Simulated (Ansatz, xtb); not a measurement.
# Relative energy of two isomers of BFH4OSi

We compare I, `BO[SiH2]F`, a singlet, with II, `FBO[SiH3]`, a singlet. Both are isolated molecules in the gas phase, relaxed with B3LYP-D3(BJ)/def2-SVP; the shapes shown needn't be the lowest conformers.

I (Å):

```xyz
8

B    -0.6191    1.3095   -2.3719
F     0.9848    1.1521    0.9654
O    -0.7539    1.3622   -1.0261
Si   -0.2243    0.3804    0.2154
H    -0.0449    0.3737   -2.8879
H    -1.0891    2.2087   -3.0254
H    -1.3390    0.2209    1.1718
H     0.3013   -0.8944   -0.3268
```

II (Å):

```xyz
8

B     1.6595   -0.8334   -2.6202
F     2.7747   -0.1740   -2.2989
O     0.7179   -1.0487   -1.6861
Si    0.5805   -0.6542   -0.0495
H     1.5194   -1.2247   -3.7491
H     0.6165    0.8237    0.1170
H     1.6887   -1.2865    0.7155
H    -0.7274   -1.1908    0.4015
```

Energies in hartree; the thermal terms are from B3LYP-D3(BJ)/def2-SVP harmonic frequencies (ideal gas, rigid rotor, one conformer each, 298.15 K, 1 atm) and include the zero-point energy:

|  | I | II |
| --- | --- | --- |
| E, CCSD(T)/def2-TZVP | −491.245225 | −491.249113 |
| zero-point energy | 0.046355 | 0.045866 |
| H(298 K) − E | 0.052913 | 0.052479 |
| G(298 K) − E | 0.017320 | 0.016217 |

Task: Work out ΔE, ΔE₀, ΔH and ΔG for I → II in kJ/mol (1 Eh = 2625.50 kJ/mol) and the equilibrium ratio [II]/[I].

Result: 1. ΔE = −491.249113 − (−491.245225) = −0.003888 Eh = −10.21 kJ/mol.
2. ΔE₀ = ΔE + ΔZPE = −0.003888 + (−0.000489) Eh = −11.49 kJ/mol.
3. ΔH = ΔE + (−0.000434) Eh = −11.35 kJ/mol.
4. ΔG = ΔE + (−0.001103) Eh = −13.10 kJ/mol, so ΔS = (ΔH − ΔG)/T = +5.9 J/(mol K).
5. kT = 0.9442 mEh, so K = [II]/[I] = exp(−ΔG/kT) = exp(+5.29) ≈ 200.

Structure II is favoured at this temperature. An error of 4 kJ/mol in ΔG would change K by a factor of 5. GFN2-xTB gave ΔE the other sign. Mirror images and further conformers aren't counted.

As drawn, II has 1 B–F, 1 Si–H in place of 1 F–Si, 1 B–H.

Other levels gave ΔE = +19.2 (GFN2-xTB); −127.6 (HF/STO-3G, GFN2-xTB geometries); −42.4 (r2SCAN-D4/def2-SVP, GFN2-xTB geometries); −39.6 (B3LYP-D3(BJ)/def2-SVP); −11.4 (HF/def2-TZVP); −6.8 (MP2/def2-TZVP) kJ/mol. The correlated steps freeze 8 core orbitals. Programs: Ansatz 0.2.0, xtb 6.7.1.

Moving fluorine from silicon to boron is modestly downhill, and most of the preference is electronic, with zero-point and entropy terms adding a little in the same direction. The fluorine lone pairs donate into the formally empty boron p orbital, which strengthens B–F. The gain is small because Si–F is itself a very strong, polar bond, and because in II fluorine must share that orbital with the oxygen, which is boron's only π donor in I.

The Hartree–Fock values fall from −127.6 to −11.4 kJ/mol between the minimal and triple-zeta bases, far more than MP2 or CCSD(T) then changes the result. The likely reason is that a minimal basis has no d functions to polarise silicon and so underbinds Si–F, artificially favouring II. The large double-zeta DFT values probably retain part of this imbalance. The agreement of the triple-zeta results therefore supports a mild preference for II, but says nothing about how readily F and H would exchange, since no barrier was computed.
